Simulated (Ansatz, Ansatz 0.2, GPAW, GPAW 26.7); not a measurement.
# Notes on a first attempt at the work function of Nb(211)

*A first attempt by someone new to these calculations. It holds errors of set-up and of interpretation; a review follows at the end.*

## Starting point

The quantity is the work function of the clean (211) face of niobium, the energy needed to take an electron out of the metal through that face. The value I am comparing with is 4.45 eV, from "Anisotropic work function of elemental crystals" (2019, arXiv:1902.07811). It is tabulated there from earlier experimental work, so it was not measured for that paper. The method is not given with the value, and neither are the temperature or the way the surface was prepared. I am taking it as the number to hit.

| compared with | measured | method |
| --- | --- | --- |
| work function of the clean Nb(211) face (eV) | 4.45 | compiled from earlier experiments; the method is not given with the … |

Conditions are those given with the value in the passage it was taken from; "not stated" means there, and the paper may say more elsewhere. The values are a selection: others may have been left out beforehand as unlike or outlying.

## Choices

I want to get the work function of Nb(211) from a slab calculation and see whether it agrees with the tabulated 4.45 eV. The model is a slab of ten niobium layers with empty space above it, built with the handbook lattice constant of 3.30 Å. I will call it a success if I land within 0.1 eV, mainly because that looks like a decent agreement on a plot.

I will use PBE, since that is what the tutorials use. I plan to do one calculation, compare, and change settings if the number is off. The atoms stay where the builder puts them for now, because relaxing them takes longer and I would like a number this week.

System: clean Nb(211) surface; bcc Nb, a = 3.30 A (handbook value rounded to two decimals); symmetric slab of 10 layers, 16 A of vacuum.

## 1. Work function from the Fermi energy

The work function is the distance from the Fermi level up to vacuum. I take vacuum to be the zero of energy, as it was in the molecule tutorial I followed, so the work function should be the Fermi energy with its sign changed. That saves setting up the extra output for the potential. I expect something between 4 and 5 eV.

**Run 1.** Ansatz 0.2: PBE, bulk-cut slab, no efield block; the work function read as minus the printed Fermi energy; 10 layers, 16 A vacuum, 12x8 mesh, default cutoff, MP smearing 0.1 eV.

Key lines of the input:
```
crystal:
  lattice:
    - [2.8578838325, 0.0, 0.0]
    - [0.0, 4.6669047558, 0.0]
    - [0.0, 0.0, 28.1249742268]
  atoms:
    - { symbol: Nb, position: [0.6666666667, 0.5, 0.2844447051] }
    - { symbol: Nb, position: [0.3333333333, 0.0, 0.3323458817] }
    # ... 4 more lines ...
    - { symbol: Nb, position: [0.6666666667, 0.5, 0.571851765] }
    - { symbol: Nb, position: [0.3333333333, 0.0, 0.6197529416] }
    - { symbol: Nb, position: [0.0, 0.5, 0.6676541183] }
    - { symbol: Nb, position: [0.6666666667, 0.0, 0.7155552949] }
hamiltonian:
  xc: pbe
kpoints:
  mp_grid: { grid: [12, 8, 1] }
scf:
  occupations: { method: methfessel_paxton, width: 0.1 }
  convergence: { dr2_threshold: 1.0e-09 }
# cutoff taken by the program: 420 eV
```

Command:
```
ansatz run input.yaml --threads 2 --pin off --max-ram 4096MiB --backend cpu --events-out ev --progress --plain --runs-dir out
```

Selected lines of the output:
```
SCF converged after 12 iterations
Free energy (F): -45518.624008 eV
Fermi energy:    6.770672 eV
```

Converged; 75 s on 2 cores of Arm Neoverse N1, shared host. Warnings: xc_potential_rough_in_thin_density.

| quantity | run 1 | measured | deviation |
| --- | --- | --- | --- |
| work function of the clean Nb(211) face (eV) | −6.771 | 4.45 | −11.221 |
| lattice constant a used for the slab (Å) | 3.300 |  |  |

The Fermi energy came out at +6.77 eV, so with the sign changed my work function is −6.77 eV. That would mean the electrons leave the metal by themselves, which cannot be right. Dropping the minus sign does not rescue it either, since 6.77 eV is still more than 2 eV above the tabulated value. The run converged, so I think the calculation itself is fine and the slab is the problem. My guess is that the empty space is too thin and the slab feels its own copy above it, which pushes the Fermi level up.

## 2. More empty space above the slab

I am increasing the vacuum to 26 Å and leaving the atoms where they are. I am also adding the efield block from the surface example, because it is in there and may be needed for slabs. With the copies further apart I expect the Fermi level to drop below zero and the work function to come out somewhere near 4.45 eV.

**Run 2.** Ansatz 0.2: PBE, bulk-cut slab, with 26 A vacuum (base case: bulk-cut slab at the handbook lattice constant; 10 layers, 16 A vacuum, 12x8 mesh, default cutoff, MP smearing 0.1 eV).

Key lines of the input:
```
crystal:
  lattice:
    - [2.8578838325, 0.0, 0.0]
    - [0.0, 4.6669047558, 0.0]
    - [0.0, 0.0, 38.1249742268]
  atoms:
    - { symbol: Nb, position: [0.6666666667, 0.5, 0.3409838371] }
    - { symbol: Nb, position: [0.3333333333, 0.0, 0.3763207622] }
    # ... 4 more lines ...
    - { symbol: Nb, position: [0.6666666667, 0.5, 0.5530053876] }
    - { symbol: Nb, position: [0.3333333333, 0.0, 0.5883423127] }
    - { symbol: Nb, position: [0.0, 0.5, 0.6236792378] }
    - { symbol: Nb, position: [0.6666666667, 0.0, 0.6590161629] }
hamiltonian:
  xc: pbe
kpoints:
  mp_grid: { grid: [12, 8, 1] }
scf:
  occupations: { method: methfessel_paxton, width: 0.1 }
  convergence: { dr2_threshold: 1.0e-09 }
efield:
  axis: 3
  dipole_correction: true
# cutoff taken by the program: 420 eV
```

Selected lines of the output:
```
SCF converged after 12 iterations
Fermi energy:    4.048078 eV
Work function:   Φ+ = 3.6092 eV   Φ− = 3.6092 eV
```

Converged; 90 s on 2 cores of Arm Neoverse V2, shared host. Warnings: xc_potential_rough_in_thin_density.

| quantity | run 2 | measured | deviation |
| --- | --- | --- | --- |
| work function of the clean Nb(211) face (eV) | 3.609 | 4.45 | −0.841 |
| lattice constant a used for the slab (Å) | 3.300 |  |  |

The larger vacuum did what I hoped for, at least partly. The Fermi energy fell by about 2.7 eV, to 4.05 eV, and there is now a line with the work function itself, 3.61 eV on both sides of the slab. That is a sensible positive number, so I will use this line from now on. It is still 0.84 eV below the tabulated value, far outside my 0.1 eV. Since the run converged again, I put the rest down to PBE.

## 3. LDA on a smaller slab

I have read that LDA binds more strongly than PBE, so it should hold the electrons tighter and raise the work function. To get the answer quickly I am cutting the slab to five layers, with a 6×4 mesh and a cutoff of 250 eV, which was the value in a tutorial on silicon. I expect something above 4 eV.

**Run 3.** Ansatz 0.2: LDA, bulk-cut slab at the handbook lattice constant, 5 layers, 6x4 mesh, 250 eV.

Key lines of the input:
```
crystal:
  lattice:
    - [2.8578838325, 0.0, 0.0]
    - [0.0, 4.6669047558, 0.0]
    - [0.0, 0.0, 21.3888774341]
  atoms:
    - { symbol: Nb, position: [0.6666666667, 0.0, 0.3740261743] }
    - { symbol: Nb, position: [0.3333333333, 0.5, 0.4370130872] }
    - { symbol: Nb, position: [0.0, 0.0, 0.5] }
    - { symbol: Nb, position: [0.6666666667, 0.5, 0.5629869128] }
    - { symbol: Nb, position: [0.3333333333, 0.0, 0.6259738257] }
hamiltonian:
  xc: lda
kpoints:
  mp_grid: { grid: [6, 4, 1] }
scf:
  occupations: { method: methfessel_paxton, width: 0.1 }
  convergence: { dr2_threshold: 1.0e-09 }
efield:
  axis: 3
  dipole_correction: true
basis:
  ecutwfc: "250 eV"
```

Selected lines of the output:
```
SCF converged after 10 iterations
Work function:   Φ+ = 3.7909 eV   Φ− = 3.7906 eV
```

Converged; 3.5 s on the same hardware. Warnings: cutoff_below_recommended (cutoff below the recommended one); xc_potential_rough_in_thin_density.

| quantity | run 3 | measured | deviation |
| --- | --- | --- | --- |
| work function of the clean Nb(211) face (eV) | 3.791 | 4.45 | −0.659 |
| lattice constant a used for the slab (Å) | 3.300 |  |  |

LDA gives 3.79 eV, which is 0.18 eV higher than PBE, so it does hold the electrons tighter, as I had read. It is still 0.66 eV short of the tabulated value and did not get above 4 eV. There was a warning that the cutoff is below the recommended one, but the run converged in ten iterations, so I left it at that. Changing the functional does not seem to be enough.

## 4. Another program with atomic orbitals

Since both functionals come out low, I now suspect the program. I am switching to GPAW with PBE and the ten-layer slab, using atomic orbitals instead of plane waves. Niobium is made of atoms, so orbitals should suit it better. I picked the szp basis because it is the smallest and should be quick. I hope for a value closer to 4.45 eV.

**Run 4.** GPAW 26.7: PBE, atomic-orbital basis szp, bulk-cut slab of 10 layers at the handbook lattice constant, 6x4 mesh.

Key lines of the input:
```
slab.calc = GPAW(mode='lcao', basis='szp(dzp)', h=0.2, xc='PBE', kpts={'size': (6, 4, 1), 'gamma': True},
                 occupations={'name': 'fermi-dirac', 'width': 0.1}, nbands='130%',
                 convergence={'density': 0.0001}, maxiter=150,
                 symmetry={'tolerance': 1e-3}, txt='slab.txt')
below, above = np.interp([low - 6.5, high + 6.5], z, v)
```

Command:
```
OMP_NUM_THREADS=1 OPENBLAS_NUM_THREADS=1 python run.py
```

Selected lines of the output:
```
potential 6.5 A off the faces, from the Fermi level: lower 3.5892 eV, upper 3.5891 eV
```

Converged; 24 min on 1 core of Arm Neoverse V2, shared host.

| quantity | run 4 | measured | deviation |
| --- | --- | --- | --- |
| work function of the clean Nb(211) face (eV) | 3.589 | 4.45 | −0.861 |
| lattice constant a used for the slab (Å) | 3.300 |  |  |

GPAW gives 3.59 eV, practically the same as the 3.61 eV from the other program and even slightly further from the table. So the program is not to blame, and the smallest orbital basis is evidently good enough for niobium. It also took 24 minutes, which I had not expected from a small basis. I am getting tired of numbers around 3.6 eV.

## 5. Back to plane waves with one k-point

The setting I understand least is the k-point mesh. The molecule tutorial used a single k-point, and my slab also has empty space around it, so I am going back to the first program with PBE and one k-point. It should be fast, and I hope that it moves the work function up towards 4.45 eV.

**Run 5.** Ansatz 0.2: PBE, bulk-cut slab of 10 layers, one k-point.

Key lines of the input, as changed from run 1:
```diff
  kpoints:
-   mp_grid: { grid: [12, 8, 1] }
+   mp_grid: { grid: [1, 1, 1] }
  scf:
+   max_iter: 50
+ efield:
+   axis: 3
+   dipole_correction: true
```

Selected lines of the output:
```
SCF converged after 21 iterations
Free energy (F): -45520.262807 eV
Step filling:    the computed levels leave a gap of 0.0315 eV = 0.3 smearing widths at the electron count; against every level under it full and every level over it empty, smearing changes F+E_penalty+E_count by -23.181 meV and its σ→0 estimate by -11.746 …
Work function:   Φ+ = 4.1547 eV   Φ− = 4.1546 eV
```

Converged; 2.4 s on 2 cores of Arm Neoverse V2, shared host. Warnings: xc_potential_rough_in_thin_density.

| quantity | run 5 | measured | deviation |
| --- | --- | --- | --- |
| work function of the clean Nb(211) face (eV) | 4.155 | 4.45 | −0.295 |
| lattice constant a used for the slab (Å) | 3.300 |  |  |

With one k-point the work function rises to 4.15 eV, the closest so far and 0.30 eV below the tabulated value. The total energy is also about 1.6 eV lower than in my first run with the 12×8 mesh on the same slab. I have read that the lowest energy is the best one, so I take the single k-point to be the better description, and the mesh to be what was pulling my numbers down. The run converged and took 2.4 s.

It is not within the 0.1 eV I set myself, but it is near enough for me to stop here. I will use 4.15 eV as my value for Nb(211).

## Table of results

| run | settings | work function of the clean Nb(211) face (eV) | deviation | cost |
| --- | --- | --- | --- | --- |
| 1 | Ansatz: PBE, bulk-cut slab, no efield block, 10 layers, 16 A vacuum, 12x8 mesh, default cutoff, MP smearing 0.1 eV | −6.771 | −11.221 | 2.5 core-min |
| 2 | Ansatz: PBE, bulk-cut slab | 3.609 | −0.841 | 3 core-min |
| 3 | Ansatz: LDA, bulk-cut slab at the handbook lattice constant, 5 layers, 6x4 mesh, 250 eV | 3.791 | −0.659 | under 1 core-min |
| 4 | GPAW: PBE, atomic-orbital basis szp, bulk-cut slab of 10 layers at the handbook lattice constant, 6x4 mesh | 3.589 | −0.861 | 24 core-min |
| 5 | Ansatz: PBE, bulk-cut slab of 10 layers, one k-point | 4.155 | −0.295 | under 1 core-min |
|  | measured | 4.45 |  |  |

## Where I got to

My result for Nb(211) is 4.15 eV, from PBE with ten layers and a single k-point. The tabulated value is 4.45 eV, so I am 0.30 eV low and have missed my target of 0.1 eV. The other runs that gave a usable number lie between 3.59 and 3.79 eV, and I am leaving them out of the plot. The first run, with its negative work function, I put down to too little vacuum.

What I take from this is that a dense k-point mesh is not worth the time for a metal slab. The single point ran in seconds, gave the lower energy and came closest to experiment. The remaining difference I blame on PBE, which seems to give work functions that are too low.

If you agree, I will put 4.15 eV in the summary table and use one k-point for the other niobium faces as well, which should then take me an afternoon.

## An expert's review

Further runs made for the review:

| reviewer's run | settings | work function of the clean Nb(211) face (eV) | deviation | cost | status |
| --- | --- | --- | --- | --- | --- |
| R1 | Ansatz: PBE, bulk-cut slab at the handbook lattice constant, 10 layers, 16 A vacuum, 12x8 mesh, default cutoff, MP smearing 0.1 eV | 3.609 | −0.841 | 2.3 core-min | warnings: xc_potential_rough_in_thin_density |
| R2 | Ansatz: PBE, bulk cell relaxed first, slab built at that lattice constant and its relaxed with the middle layers fixed, 10 layers, 16 A vacuum, 12x8 mesh, default cutoff, MP smearing 0.1 eV | 3.808 | −0.642 | 11 core-min | warnings: stress_scf_threshold_loose (a loose SCF threshold for stresses); xc_potential_rough_in_thin_density |
| R3 | Ansatz: LDA, bulk-cut slab at the handbook lattice constant, 10 layers, 16 A vacuum, 12x8 mesh, default cutoff, MP smearing 0.1 eV | 3.893 | −0.557 | 2.2 core-min | warnings: xc_potential_rough_in_thin_density |
| R4 | Ansatz: LDA, bulk cell relaxed first, slab built at that lattice constant and its relaxed with the middle layers fixed, 10 layers, 16 A vacuum, 12x8 mesh, default cutoff, MP smearing 0.1 eV | 4.097 | −0.353 | 10 core-min | warnings: stress_scf_threshold_loose (a loose SCF threshold for stresses); xc_potential_rough_in_thin_density |
|  | measured | 4.45 |  |  |  |

The notebook reports the source fairly, but its 0.1 eV target is arbitrary: measured work functions of one face often scatter by that much or more. Changing settings whenever the number is off steers towards the answer; they should be tested for convergence first.

Run 1 converged properly but was misread. The printed Fermi energy counts from the cell's mean potential, not from vacuum. The beginner rightly rejected the negative result, then wrongly blamed thin vacuum. With the same 16 Å and the efield block, R1 gives 3.609 eV for 2.3 core-minutes.

Run 2 changed the vacuum and added that block together. The block printed the work function, and using that line was right. The extra vacuum only shifted the mean potential, and the Fermi energy with it. Convergence of the run didn't justify blaming PBE for the whole shortfall, because the atoms were still unrelaxed. Relaxing the slab at PBE's own lattice constant gives 3.808 eV (R2), about 0.2 eV higher, for 11 core-minutes.

Run 3 switched to LDA but also halved the slab, thinned the mesh and took a cutoff from silicon, and the program's warning about that cutoff was then passed over. A converged SCF cycle says nothing about whether the cutoff is high enough. The 0.18 eV rise is therefore not the effect of the functional alone. On equal settings LDA gives 3.893 eV (R3) against PBE's 3.609 eV (R1), a rise of 0.28 eV, and R3 took only 2.2 core-minutes. LDA's "stronger binding" refers to atoms holding each other, not to electrons being held in the metal. That a change of functional isn't enough was correct.

In run 4, niobium being made of atoms is no reason to prefer orbitals, since plane waves describe atoms too. The input also has a coarser 6×4 mesh, which the text doesn't mention. The close agreement with run 2 does speak against the program as the cause, but basis, mesh and smearing all differ, so part of the closeness may be errors cancelling. One work function doesn't show that szp (small, though plain single-zeta is smaller still) is good enough for niobium in general.

Run 5 is the most serious mistake. A slab is periodic in its plane, so a metal needs many k-points there; only the direction across the vacuum can do with one. Total energies from different meshes can't be ranked by "lowest is best", and the drop of about 1.6 eV is a sampling error. The step-filling line in the output, which reports a gap between discrete levels at the electron count of what should be a metal, points the same way. The 12×8 mesh gives 3.609 eV (R1), not 4.155 eV, so the single point's closeness to experiment is chance. Leaving the other runs out of the plot would hide this.

So I don't agree to 4.15 eV in the table, nor to one k-point for the other faces. The best PBE value here is 3.81 eV (R2), 0.64 eV below the tabulated one; its convergence with mesh, slab thickness and cutoff is not shown in this report, and it carries a warning of a loose SCF threshold for stresses. PBE does tend to give low work functions, but run 5 can't measure by how much. LDA treated likewise reaches 4.10 eV (R4), still 0.35 eV low. Neither matches the measurement, and the rest is unexplained. The tabulated value may contribute: clean niobium is hard to prepare because oxygen gathers at its surface, and older values scatter.

[Logs are printed without paths, hosts, clocks, repeated set-up lines and the standing remarks that a program may print on its own settings, such as how far it seeks lower states.]

[The runs shown are a pick from a larger set of finished runs; failed, doubtful and other runs were left out of it ahead of writing. So were measured values far from every level or from commonly accepted values, and agreement can look better than it is. Lines of input and output are excerpts and may be shortened.]
